A crystal of barium titanate, BaTiO₃, is squeezed equally from all sides in a density-functional calculation. At zero pressure it is polar: titanium sits off the centre of its cage of oxygen atoms, and the cell is slightly longer along c than along a. The table follows volume, cell edges and enthalpy from slight tension to strong compression, with two pressures left open. The problem is to fill them in.

BaTiO3 (5-atom cell; P4mm, a = 4.011 Å, c = 4.126 Å at zero pressure), relaxed under hydrostatic pressure at zero temperature, each run keeping its starting symmetry. Ansatz 0.2.0, PBE+U (effective U = 4 eV on Ti d), scalar-relativistic PAW, no spin polarisation, cutoff 420 eV, k mesh 8×8×8 at zero pressure. Changes are relative to the zero-pressure cell.

```csv
pressure (GPa),volume change (%),enthalpy change (eV/atom),a change (%),c change (%)
-1,1.16,-0.083,0.10,0.96
0,0.00,0.000,0.00,0.00
1,-0.94,0.083,-0.10,-0.74
4,?,?,?,?
12,-7.62,0.950,-1.69,-4.42
25,-12.53,1.918,-3.46,-6.14
50,?,?,?,?
90,-26.42,6.205,-8.87,-11.40
```

All changes are relative to the cell at zero pressure, and b changes as a does. The printed output of the analysis follows the text.

**(a) Do the known rows describe one and the same state of the crystal?**

*Solution.* The ratio c/a settles it. At zero pressure it is 4.126/4.011 = 1.029. At 12 GPa it has become 1.029 × (1 − 0.0442)/(1 − 0.0169) = 1.000, and it stays there at 25 and 90 GPa. The low-pressure cells are therefore tetragonal and the high-pressure ones cubic in shape.

This also corrects a tempting misreading. At high pressure the table shows a larger total change for c than for a, as if c were the softer axis. Yet between 12 and 25 GPa both edges shrink by the same fraction. The difference in the totals is the elongation that the cell had at the start and has since lost.

The loss of shape has a standard explanation. Titanium moves off centre because it binds more strongly to a nearby oxygen and because the resulting dipoles favour one another. Short-range repulsion between the ions opposes the move. Compression strengthens the repulsion faster than the attraction, so the displacement shrinks and finally vanishes. At 12 GPa the calculation started from a tetragonal cell and came out cubic, which suggests that titanium is back at the centre. At 25 GPa it started with full cubic symmetry, space group Pm-3m, and kept it. There titanium is central by construction, and the cubic shape is no separate test.

The displacement also takes up room. Reversing its direction gives the same cell, so to lowest order both the elongation and the extra volume grow with the square of the displacement. They should then be proportional to each other. In the three tetragonal rows they nearly are: the extra volume, measured against a cubic curve extended down from high pressure, is about half of c/a − 1.

Pressure can thus shrink the polar crystal in two ways, by shortening its bonds and by removing the displacement. From 0 to 1 GPa the volume falls by 0.94 %, and the extra volume falls from 1.40 to 1.06 %. By this measure, about a third of the compression comes from the fading displacement. That accounts for the softness at first: the mean bulk modulus, the pressure needed per relative change of volume, is roughly 106 GPa there, while the cubic curve, extended to zero pressure, would give about 162 GPa. No cubic cell was computed at such low pressures, so the size of the share rests on that extension.

**(b) What are the volume, cell edges and enthalpy at 4 and at 50 GPa?**

*Solution for 50 GPa.* This pressure lies between cubic rows, so a cubic cell is the natural forecast. A solid stiffens as it is compressed, and for many solids the bulk modulus rises by about 4 GPa for each GPa of pressure. If that slope is taken as constant, integration makes V⁻⁴ a straight line in pressure, where V is the volume relative to that at zero pressure. The line was fitted to the rows at 12, 25 and 90 GPa only, because the polar rows contain the second way of shrinking.

The estimate then takes three steps:

1. The line gives V⁻⁴ = 1.057 + 0.02616 × 50 = 2.365.
2. Hence V = 2.365^(−1/4) = 0.806, a loss of 19.4 %.
3. In a cubic cell all edges are equal, so a is multiplied by (0.806 × 1.029)^(1/3) = 0.940. The factor 1.029 enters because the starting cell was longer along c.

The enthalpy needs no new assumption. Its slope with pressure is the volume itself, so the area under the volume curve from 25 to 50 GPa is added to the value at 25 GPa.

*Solution for 4 GPa.* Here the question is how much of the polar displacement survives. Landau's approach writes the enthalpy as a power series in the square of the displacement, here up to the third power of that square, with a first coefficient that rises linearly with pressure. At the minimum of the enthalpy, pressure is then a quadratic function of that square, and so of c/a − 1. The three tetragonal rows fix its three constants exactly, which leaves no row to test it. The coefficient of the highest power comes out negative, so the series would fall without limit at large displacements. It serves here only as a local curve.

From −1 to 1 GPa, c/a − 1 falls from 3.8 through 2.9 to 2.2 %, in steps that become smaller. The quadratic continues this slowing and gives 0.7 % at 4 GPa. It reaches zero near 6 GPa, but that end point rests on a long extrapolation and shouldn't be trusted closely.

Half of 0.7 % is the extra volume, to be added to the cubic curve, which stands at −3.7 %. The result is −3.3 %. The other possibility is that the cell is already cubic. The enthalpy at 12 GPa bears on this, since it sums up all volumes passed on the way. Summed over the forecast volumes it comes out about 0.001 eV/atom too high, which leans towards a smaller volume. The excess is close to the rounding and to the error of the assumed slope, so the forecast stays where it is, with a range that reaches the cubic cell.

The forecasts, with ranges set by judgement, are:

- **4 GPa:** weakly tetragonal, c/a 1.007 ± 0.007; volume −3.3 ± 0.5 %; a −0.4 ± 0.2 %; c −2.5 ± 0.7 %; enthalpy 0.326 ± 0.002 eV/atom.
- **50 GPa:** cubic, c/a 1.000 ± 0.001; volume −19.4 ± 0.3 %; a −6.0 ± 0.1 %; c −8.7 ± 0.1 %; enthalpy 3.655 ± 0.010 eV/atom.

**(c) How do the forecasts compare with the calculation, and what do the misses teach?**

The withheld rows as computed:

```csv
pressure (GPa),volume change (%),enthalpy change (eV/atom),a change (%),c change (%)
4,-3.43,0.325,-0.47,-2.52
50,-19.25,3.656,-6.00,-8.61
```

*Solution.* All the computed values fall within their ranges. At 4 GPa the cell is still tetragonal, and its c/a agrees with the forecast to the third decimal. That is closer than an extrapolation from three rounded points deserves. It is also finer than the relaxation supports, since the stresses along a and c in the computed cell still differ by about 0.1 GPa. One such row doesn't establish the Landau form. It does decide between the two possibilities: in this calculation the elongation outlives 4 GPa.

The volume at 4 GPa was forecast too large by 0.11 % of the starting volume. Since the shape agreed, the error probably lies mostly in turning shape into volume, that is, in the cubic curve or in the extra volume added to it. The incomplete relaxation may add a little. The small excess in the summed enthalpy had the matching sign, but it is too close to the rounding to count as evidence.

At 50 GPa the miss is equally large but opposite: the computed crystal is slightly bigger than forecast. The likely common source is the constant slope of 4. The fitted line already puts the volume a little too high at 12 GPa and a little too low at 25 GPa, which is the mark of a curve with slightly the wrong bend. The two misses continue this pattern on either side.

The enthalpies came out within about 0.001 eV/atom. Such accuracy is less impressive than it looks, because the enthalpy adds up volumes over a whole range of pressure. An error of a tenth of a per cent in the volume at the end of that range hardly changes the sum. A good enthalpy is therefore a weak test of the volume at any one pressure, and a weaker one of the cell's shape.

For practical use, a compressibility measured or computed near zero pressure shouldn't be carried to high pressure when a distortion that takes up room is fading. The two states need separate curves. In this series c/a shows which one applies, but a polar cell stretched along its body diagonal would keep equal edges.

What remains open is where between 4 and 12 GPa the elongation ends, and whether it fades smoothly or drops at the last moment. More points in that interval, relaxed more tightly, could settle this for the present model, though not for the real crystal. The functional used, PBE, tends to exaggerate the elongation, while the added Hubbard U tends to weaken the displacement. The true low-temperature state, moreover, is rhombohedral, a shape that the imposed symmetry excludes. Which polar shape survives longest under pressure is a question for a calculation that leaves the cell free to choose.

The analysis program printed:

```
fit of v**(-4) on 3 rows (p > 10): constant 1.057 +/- 0.0032, coefficient of p 0.02616 +/- 5.8e-05; rms 0.00199, worst 25 0.00262, leave-one-out rms 0.0162
  rows outside the fit (model, value, miss): -1 1.031, 0.9549, 0.0759; 0 1.057, 1, 0.057; 1 1.083, 1.039, 0.0446; 4 1.162, 1.15, 0.0118; 50 2.365, 2.352, 0.0129
mean bulk modulus from 0 to 1 GPa, in GPa: 105.9
mean bulk modulus from 12 to 25 GPa, in GPa: 238
bulk modulus of the cubic curve at zero pressure, in GPa: 161.6
extra volume per unit of c/a - 1 in the tetragonal rows: 0.4966
extrapolated pressure where c/a reaches 1, in GPa: 5.934
forecast of c/a at 4 GPa (error bar 0.007): 1.007
miss of c/a at 4 GPa, forecast less computed: -4.693e-05
enthalpy at 12 GPa summed over forecast volumes less table, in eV/atom: 0.001185
Cell shape and cubic curve:
  row    c/a  cubic volume change %  extra volume %
   -1  1.038                -0.7559            1.93
    0  1.029                 -1.376           1.395
    1  1.022                 -1.977           1.058
    4  1.007                 -3.676          0.2552
   12      1                 -7.583        -0.03984
   25      1                 -12.56         0.03838
   50      1                 -19.36          0.1369
   90      1                 -26.42       -0.003205
Forecasts in withheld rows, table values elsewhere (error bars at 4 and 50 GPa, volume 0.5 and 0.3 %, a 0.2 and 0.1 %, c 0.7 and 0.1 %, enthalpy 0.002 and 0.010 eV/atom):
  row  volume %  volume miss      a %      a miss      c %      c miss  enthalpy eV/atom  enthalpy miss
   -1      1.16            0  0.09933  -0.0006666   0.9593  -0.0006723            -0.083              0
    0         0            0        0           0        0           0                 0              0
    1     -0.94            0  -0.1005  -0.0005309  -0.7405  -0.0005275             0.083              0
    4     -3.32       0.1099  -0.4293     0.04072   -2.485     0.03534            0.3259      0.0008628
   12     -7.62            0   -1.689    0.001173   -4.419     0.00114              0.95              0
   25    -12.53            0   -3.463   -0.002668   -6.143   -0.002594             1.918              0
   50    -19.36      -0.1104    -6.04     -0.0403   -8.659    -0.04915             3.655       -0.00132
   90    -26.42            0    -8.87   0.0002323    -11.4   0.0002258             6.205              0
```
